# Fermi resonance polyads in a Renner-coupled $\Pi$ state

In a linear triatomic such as CaOH, one quantum of the stretch $\omega_1$ can lie near two quanta of the bend $\omega_2$, and cubic terms then mix the levels. In a $\Pi$ state the bend also splits the potential into two sheets, so there are two cubic constants. We derive the resulting Hamiltonian blocks and diagonalise one of them. At each **Predict**, write your answer down before reading on. Energies are in cm$^{-1}$ and angular momenta in units of $\hbar$.

## 1. Premises

1. The $\Pi$ state is isolated. Other electronic states enter only through effective constants.
2. The electronic basis is diabatic: $|\Lambda\rangle = e^{i\Lambda\theta}/\sqrt{2\pi}$ with $\Lambda=\pm1$, written $|\pm\rangle$, where $\theta$ is the collective electronic azimuth about the axis. These functions do not depend on the bend, so the nuclear kinetic energy is a unit matrix in $\Lambda$ and all non-adiabatic coupling sits in the potential matrix.
3. Vibrations are small, about a linear equilibrium common to both sheets. The coordinates are dimensionless: $q_1$ for the stretch, and $q_\pm=q_x\pm iq_y=\rho e^{\pm i\phi}$ for the bend, scaled with the frequency $\omega_2$ that belongs to the mean force constant. The third mode (O–H stretch) stays in its ground level.
4. Rotation is left out, and spin–orbit coupling is $A\Lambda\Sigma$ with $\Sigma=\pm\tfrac12$ (Hund's case (a)).

The zero-order energy is $\omega_1(v_1+\tfrac12)+\omega_2(v+1)$, with $v$ bending quanta and vibrational angular momentum $l=v,v-2,\dots,-v$.

## 2. The terms that symmetry allows

Rotating electrons and nuclei together by $\chi$ sends $\theta\to\theta+\chi$ and $q_\pm\to q_\pm e^{\pm i\chi}$, and leaves $q_1$ alone. Within the $\Pi$ pair the electronic operators change $\Lambda$ by $0$ or $\pm2$, and
$$\langle -|e^{-2i\theta}|+\rangle=\frac1{2\pi}\int_0^{2\pi}e^{i\theta}e^{-2i\theta}e^{i\theta}\,d\theta=1 ,$$
so $e^{-2i\theta}$ acts as $|-\rangle\langle+|$ and $e^{2i\theta}$ as $|+\rangle\langle-|$.

**Predict.** Which invariants are quadratic in the bend? Is there a linear one?

A linear term $q_\pm$ would need $\Delta\Lambda=\mp1$, which has no element within the pair. At second order the invariants are $q_+q_-$, $q_+^2e^{-2i\theta}$ and $q_-^2e^{2i\theta}$. Hermiticity makes the last two coefficients complex conjugates. Reflection in a plane through the axis ($\theta\to-\theta$, $q_+\leftrightarrow q_-$) makes them equal, hence real. The same reflection forbids a potential term $q_+q_-\Lambda$. The Renner term is therefore
$$H_R=\tfrac12\epsilon\omega_2\left(q_+^2e^{-2i\theta}+q_-^2e^{2i\theta}\right),$$
and since $q_1$ is totally symmetric, the cubic stretch–bend terms are $q_1$ times the same invariants:
$$H_F=q_1\left[g_1\,q_+q_-+g_2\left(q_+^2e^{-2i\theta}+q_-^2e^{2i\theta}\right)\right].$$

## 3. What $g_1$ and $g_2$ mean on the two sheets

The bracket can be written $\rho^2[g_1+2g_2\cos2(\theta-\phi)]$.

**Predict.** What multiplies $q_1\rho^2$ on each adiabatic sheet?

It is tempting to set the cosine to $\pm1$ and answer $g_1\pm2g_2$. But $\theta$ is an electronic coordinate to be integrated over. At fixed nuclei, in the basis $(|+\rangle,|-\rangle)$, the bracket is
$$\rho^2\begin{pmatrix}g_1&g_2e^{-2i\phi}\\ g_2e^{2i\phi}&g_1\end{pmatrix}.$$
Acting on $(e^{-i\phi},\pm e^{i\phi})/\sqrt2$ it returns $(g_1\pm g_2)\rho^2$ times the vector. The upper sign is the function $\propto\cos(\theta-\phi)$, symmetric in the plane of the bent molecule ($A'$); the lower is $\propto\sin(\theta-\phi)$, $A''$. The average of $\cos2(\theta-\phi)$ over $\cos^2(\theta-\phi)/\pi$ is $\tfrac12$, which removes the factor 2. $H_R$ has the same eigenvectors, so the bend-dependent potentials are
$$V^\pm=\tfrac12\omega_2(1\pm\epsilon)\rho^2+(g_1\pm g_2)\,q_1\rho^2 .$$
Thus $\epsilon=(k^+-k^-)/(k^++k^-)$ for bending force constants $k^\pm$, and the cubic constants of the sheets are $g^\pm=g_1\pm g_2$. They multiply $q_1\rho^2$ directly; the third derivatives $\partial^3V^\pm/\partial q_1\partial q_x^2$ are $2g^\pm$. The adiabatic vectors depend on $\phi$, which is undefined at $\rho=0$, and for that reason we go on in the diabatic basis.

## 4. Ladder operators

With $q_x=(a_x+a_x^\dagger)/\sqrt2$ and likewise for $y$, define $a_d=(a_x-ia_y)/\sqrt2$ and $a_g=(a_x+ia_y)/\sqrt2$, two independent boson operators. Substitution gives
$$q_+=a_g+a_d^\dagger,\qquad q_-=a_d+a_g^\dagger,\qquad l_z=q_xp_y-q_yp_x=a_d^\dagger a_d-a_g^\dagger a_g ,$$
so $n_d=(v+l)/2$ and $n_g=(v-l)/2$. The phase convention is $|v,l\rangle\propto(a_d^\dagger)^{n_d}(a_g^\dagger)^{n_g}|0\rangle$ with a positive factor. (Radial Laguerre functions positive near the origin differ by $(-1)^{\min(n_d,n_g)}$ and reverse the sign of the $g_1$ element.) Multiplying out, with $a_ga_g^\dagger=n_g+1$,
$$q_+q_-=a_da_g+(v+1)+a_d^\dagger a_g^\dagger,\qquad q_+^2=a_g^2+2a_d^\dagger a_g+a_d^{\dagger2},$$
and $q_-^2$ is the adjoint of $q_+^2$. In each the three pieces have $\Delta v=-2,0,+2$.

## 5. Conserved labels

**Predict.** $q_1=(a_1+a_1^\dagger)/\sqrt2$ gives $\Delta v_1=\pm1$. Of the six combinations with $\Delta v$, which survive when $\omega_1\approx2\omega_2$, and what do they conserve?

The energy change is $\omega_1\Delta v_1+\omega_2\Delta v$. It is small only for $(\Delta v_1,\Delta v)=(+1,-2)$ and $(-1,+2)$; the others cost $\omega_1$ or $\omega_1+2\omega_2$. The resonant part is
$$H_F^{\rm res}=\frac{a_1^\dagger}{\sqrt2}\Big[g_1a_da_g+g_2\big(a_g^2\,|-\rangle\langle+|+a_d^2\,|+\rangle\langle-|\big)\Big]+\text{h.c.}$$
It conserves the polyad number $N=2v_1+v$. Each term also conserves $K=\Lambda+l$: $a_g^2$ raises $l$ by 2 while $|-\rangle\langle+|$ lowers $\Lambda$ by 2. This holds for the full $H_R$ and $H_F$, so $K$ is exact within the premises while $N$ is approximate. No term touches $\Sigma$, so $P=K+\Sigma$ labels the blocks as well.

For $K\ge1$ the basis has $l=K-1$ for $|+\rangle$ and $l=K+1$ for $|-\rangle$, so $v$ runs over $K-1,K+1,\dots,N$. The first value admits only $|+\rangle$ (the unique level) and the other $(N-K+1)/2$ values admit both. The block dimension is $N-K+2$ for each $\Sigma$. Blocks with $(-K,-\Sigma)$ are degenerate copies.

## 6. Matrix elements

**Predict.** Using $a|n\rangle=\sqrt n\,|n-1\rangle$, write the elements of $a_da_g$, $a_g^2$ and $a_d^2$ in terms of $v$ and $l$.

They are $\sqrt{n_dn_g}$, $\sqrt{n_g(n_g-1)}$ and $\sqrt{n_d(n_d-1)}$. With $\langle v_1+1|q_1|v_1\rangle=\sqrt{(v_1+1)/2}$, the result is
$$\langle v_1{+}1,v{-}2,l,\Lambda|H_F|v_1,v,l,\Lambda\rangle=g_1\sqrt{\tfrac{v_1+1}2}\;\tfrac12\sqrt{v^2-l^2},$$
$$\langle v_1{+}1,v{-}2,l{+}2,-|H_F|v_1,v,l,+\rangle=g_2\sqrt{\tfrac{v_1+1}2}\;\tfrac12\sqrt{(v-l)(v-l-2)},$$
$$\langle v_1{+}1,v{-}2,l{-}2,+|H_F|v_1,v,l,-\rangle=g_2\sqrt{\tfrac{v_1+1}2}\;\tfrac12\sqrt{(v+l)(v+l-2)}.$$
The piece $2a_d^\dagger a_g$ of $H_R$ acts inside the polyad too. Its element is $2\sqrt{(n_d+1)n_g}=\sqrt{(v+l+2)(v-l)}$, and with $l=K-1$,
$$\langle v,K{+}1,-|H_R|v,K{-}1,+\rangle=\tfrac12\epsilon\omega_2\sqrt{(v+1)^2-K^2}.$$
The diagonal carries the term values and $A\Lambda\Sigma$.

**Predict.** Put $K=0$ and $A=0$. Which Fermi constant does each $\Sigma^\pm$ vibronic stack feel?

The pair is $|v,-1,+\rangle$ and $|v,+1,-\rangle$. The $g_1$ factor is $\tfrac12\sqrt{v^2-1}$, and both $g_2$ factors are $\tfrac12\sqrt{(v+1)(v-1)}$, the same number. The sum and difference of the pair are even and odd under reflection ($a_d\leftrightarrow a_g$, $|+\rangle\leftrightarrow|-\rangle$). They decouple, with elements $(g_1\pm g_2)\sqrt{(v_1+1)/2}\;\tfrac12\sqrt{v^2-1}$. The $\Sigma^+$ levels live on the $A'$ sheet and the $\Sigma^-$ levels on $A''$, which confirms $g^\pm=g_1\pm g_2$ by a second route.

## 7. The (100)–(020) polyad

For $N=2$, the block $K=3$ holds only $|0,2,2,+\rangle$, the $^2\Phi$ level, which has no Fermi partner. The block $K=1$ has three states $|v_1,v,l,\Lambda\rangle$:
$$a=|1,0,0,+\rangle,\qquad b=|0,2,0,+\rangle,\qquad c=|0,2,2,-\rangle .$$

**Predict.** Fill in the three off-diagonal elements.

The first formula gives $H_{ab}=g_1\sqrt{1/2}\cdot\tfrac12\sqrt4=g_1/\sqrt2$. The third gives $H_{ac}=g_2\sqrt{1/2}\cdot\tfrac12\sqrt8=g_2$. The Renner element is $\tfrac12\epsilon\omega_2\sqrt8=\sqrt2\,\epsilon\omega_2$. With term values $T$ above (000),
$$H=\begin{pmatrix}T_a+A\Sigma&g_1/\sqrt2&g_2\\ g_1/\sqrt2&T_b+A\Sigma&\sqrt2\,\epsilon\omega_2\\ g_2&\sqrt2\,\epsilon\omega_2&T_c-A\Sigma\end{pmatrix}.$$
Reversing the sign of $a$ reverses $g_1$ and $g_2$ together, so their common sign cannot be found from energies. The determinant contains $2H_{ab}H_{bc}H_{ca}=2g_1g_2\epsilon\omega_2$, so the sign of that product can.

Diagonalising the $b,c$ block first gives a lower level $\mu$ and an upper level $\kappa$:
$$E_{\kappa,\mu}=\tfrac12(T_b+T_c)\pm r,\qquad r=\sqrt{\delta^2+2(\epsilon\omega_2)^2},\qquad \delta=\tfrac12(T_b-T_c)+A\Sigma .$$
For $\epsilon<0$ the lower vector has components of equal sign: $\mu=\beta b+\gamma c$ and $\kappa=\gamma b-\beta c$, with $\beta^2=\tfrac12(1-\delta/r)$, $\gamma^2=\tfrac12(1+\delta/r)$. State $a$ couples to them through
$$W_\mu=\beta g_1/\sqrt2+\gamma g_2,\qquad W_\kappa=\gamma g_1/\sqrt2-\beta g_2,\qquad W_\mu^2+W_\kappa^2=\tfrac12g_1^2+g_2^2 .$$

## 8. What leaks in from other polyads

Terms with $\Delta N\ne0$ are folded in by second-order Van Vleck theory,
$$\Delta H_{mn}=\tfrac12\sum_kV_{mk}V_{kn}\left[\frac1{E_m-E_k}+\frac1{E_n-E_k}\right],$$
with $k$ outside the polyad and harmonic zero-order energies.

**Predict.** Suppose $g_2=0$. Is the effective $\Lambda$-changing Fermi element zero?

It is not. Go from $(v_1,v,l,+)$ to $(v_1+1,v-2,l+2,-)$ by combining the $a_g^2$ piece of $H_R$ with the piece $g_1q_1(v+1)$ of $H_F$. If $H_R$ acts first, the intermediate $(v_1,v-2)$ lies $2\omega_2$ below the initial state and $\omega_1$ below the final one; the energy factor is $+1/D$ with $1/D=\tfrac12(1/\omega_1+1/2\omega_2)$, and the cubic factor is $g_1(v-1)$. If $H_F$ acts first, the intermediate $(v_1+1,v)$ lies above both by the same two amounts, giving $-1/D$ and $g_1(v+1)$. The sum is $\tfrac12\epsilon\omega_2\cdot(-2g_1/D)$ times exactly the square roots that multiply $g_2$. The $a_d^2$ element behaves alike, so
$$g_2^{\rm eff}=g_2-\epsilon\omega_2g_1/D\;\approx\;g_2-\tfrac12\epsilon g_1 .$$
If $g_2$ is itself of order $\epsilon g_1$, this correction rivals it and must be kept. A fit of polyad levels returns $g_2^{\rm eff}$, which is not $(g^+-g^-)/2$.

The remaining second-order terms for $K=1$, $N=2$ follow in the same way.

- *Change of $g_1$.* The path $a\to|1,2,2,-\rangle\to b$ has factors $\epsilon\omega_2/\sqrt2$ and $2g_2$ with energy factor $-1/D$, so $\Delta g_1=-2\epsilon\omega_2g_2/D$.
- *Renner shifts.* A $|+\rangle$ state shifts by $\tfrac18\epsilon^2\omega_2[n_g(n_g-1)-(n_d+1)(n_d+2)]$, and a $|-\rangle$ state by the same with $d\leftrightarrow g$. This gives $-\tfrac14$, $-\tfrac34$ and $0$ times $\epsilon^2\omega_2$ for $a,b,c$. The intermediates have opposite $\Lambda$, so spin–orbit coupling changes the shift of $b$ by the fraction $A\Sigma/\omega_2$.
- *Shifts in $g_1^2$.* For $a$, the intermediates (000), (200) and (220) give $-g_1^2[1/2\omega_1+1/(\omega_1+2\omega_2)]$. For $b$, (120) and (140) give $-g_1^2[9/2\omega_1+2/(\omega_1+2\omega_2)]$.
- *Change of $H_{bc}$.* The two paths through (120) and the two through (140) give $-\sqrt2\,g_1g_2[6/\omega_1+5/2(\omega_1+2\omega_2)]$.

## 9. Illustration: CaOH $\tilde A\,^2\Pi$

Take approximate values typical of this state: $\omega_1\approx620$, $\omega_2\approx366$, $\epsilon\omega_2\approx-36$, $A\approx67$, and effective term values $T_a=620$, $T_b=700$, $T_c=730$. The gap $T_c-T_b$ stands mainly for the anharmonic term $g_{22}l^2$ with $g_{22}\approx7.5$. The cubic constants are assumed for illustration only: $g_1=20$ and $g_2=-2$, the latter chosen near $\epsilon g_1$.

First the leakage terms. Here $\epsilon=-0.098$, $\epsilon^2\omega_2=3.5$ and $D=671$.

| term | size |
|---|---|
| Renner shifts of $a$, $b$ | $-0.9$, $-2.7$ |
| $g_1^2$ shifts of $a$, $b$ | $-0.6$, $-3.5$ |
| $\Sigma$-dependent part of the Renner shift of $b$ | $0.2$ in magnitude |
| $\Delta H_{bc}$ | $+0.7$ |
| $\Delta g_1$ | $-0.2$ |
| $g_2^{\rm eff}-g_2$ | $+1.1$ |

The first two rows are counted as already contained in the effective $T$. The next three are dropped, which leaves the last digit of every energy below uncertain by several units even with the inputs fixed. The last row is kept: $g_2^{\rm eff}=-0.9$ replaces $g_2$ in $H$. The other off-diagonal elements are $H_{ab}=14.1$ and $H_{bc}=-50.9$.

**Predict.** Which spin–orbit component of (100) is more strongly mixed?

For $P=\tfrac32$ ($\Sigma=+\tfrac12$) the diagonal is $653.5$, $733.5$, $696.5$, so $\delta=18.5$, $r=54.2$, $\beta=0.57$, $\gamma=0.82$. For $P=\tfrac12$ it is $586.5$, $666.5$, $763.5$, so $\delta=-48.5$, $r=70.3$, $\beta=0.92$, $\gamma=0.39$.

| block | level | before Fermi coupling | $W$ | eigenvalue | weight of (100) |
|---|---|---|---|---|---|
| $P=3/2$ | (100) | 653.5 | – | 648.0 | 0.74 |
| | $\mu$(020) | 660.8 | 7.4 | 665.0 | 0.24 |
| | $\kappa$(020) | 769.2 | 12.1 | 770.4 | 0.01 |
| $P=1/2$ | (100) | 586.5 | – | 583.7 | 0.96 |
| | $\mu$(020) | 644.7 | 12.6 | 647.3 | 0.04 |
| | $\kappa$(020) | 785.3 | 6.4 | 785.5 | 0.001 |

The eigenvalues are the roots of $E-H_{aa}=W_\mu^2/(E-E_\mu)+W_\kappa^2/(E-E_\kappa)$. The weight is the inverse of $1+W_\mu^2/(E-E_\mu)^2+W_\kappa^2/(E-E_\kappa)^2$, because the $\mu$ and $\kappa$ amplitudes relative to that of $a$ are $W/(E-E_{\mu,\kappa})$.

The bare gap $T_b-T_a$ is 80, large beside $H_{ab}$. The Renner coupling pushes $\mu$ down and spin–orbit coupling lifts (100) $^2\Pi_{3/2}$, which leaves a detuning of only $7.3$, equal in size to $W_\mu$. In the $P=\tfrac12$ block the coupling is larger but the detuning is $58.2$, and the mixing is weak. The apparent spin–orbit splitting of the (100)-like pair falls from 67 to about 64. In a transition whose intensity is carried by (100) alone, $\mu$(020) $^2\Pi_{3/2}$ would borrow about a quarter of it. With the bare $g_2=-2$, $W_\mu$ for $P=\tfrac32$ would be $6.5$ in place of $7.4$. Since $W_\mu$ and the detuning are of one size, these mixing figures move strongly with the inputs and describe the model only.

## 10. Range of validity

- **Polyad separation.** The in-polyad elements and $|\omega_1-2\omega_2|$ must be small beside $\omega_1$, the spacing of coupled polyads. Fermi elements grow as $N^{3/2}$ and Renner elements as $N$, so the picture degrades up the stack.
- **Weak Renner coupling.** $|\epsilon|\ll1$. Diagonal corrections are of order $\epsilon^2\omega_2$, and the correction to $g_2$ is of order $\epsilon g_1$. As $|\epsilon|\to1$ one sheet loses its linear minimum and $v$ has no meaning.
- **Effective constants.** The $T$ absorb $q_1^3$ and quartic terms, the shifts of Section 8, and the remote effect of $\Sigma$ and $\Delta$ electronic states, which couple to $\Pi$ linearly in the bend. If such a state comes within a few vibrational quanta of the polyad it must enter the basis explicitly. Constants quoted under other normalisations must be converted through the matrix elements before use.
- **Low $J$.** Rotation couples $P=\tfrac12$ and $\tfrac32$ of one basis state through $-B\sqrt{(J+\tfrac12)^2-1}$. With a typical $B\approx0.34$ this is $7.1$ in magnitude at $J=20.5$, as large as $W_\mu$. In the model the (100)-like $P=\tfrac32$ level and $\mu$(020) $P=\tfrac12$ lie within 1 cm$^{-1}$ of each other, so this coupling, though reduced by the overlap of the two vibronic vectors, matters at much lower $J$. The two blocks must then be diagonalised together, with $J$ and parity as the exact labels.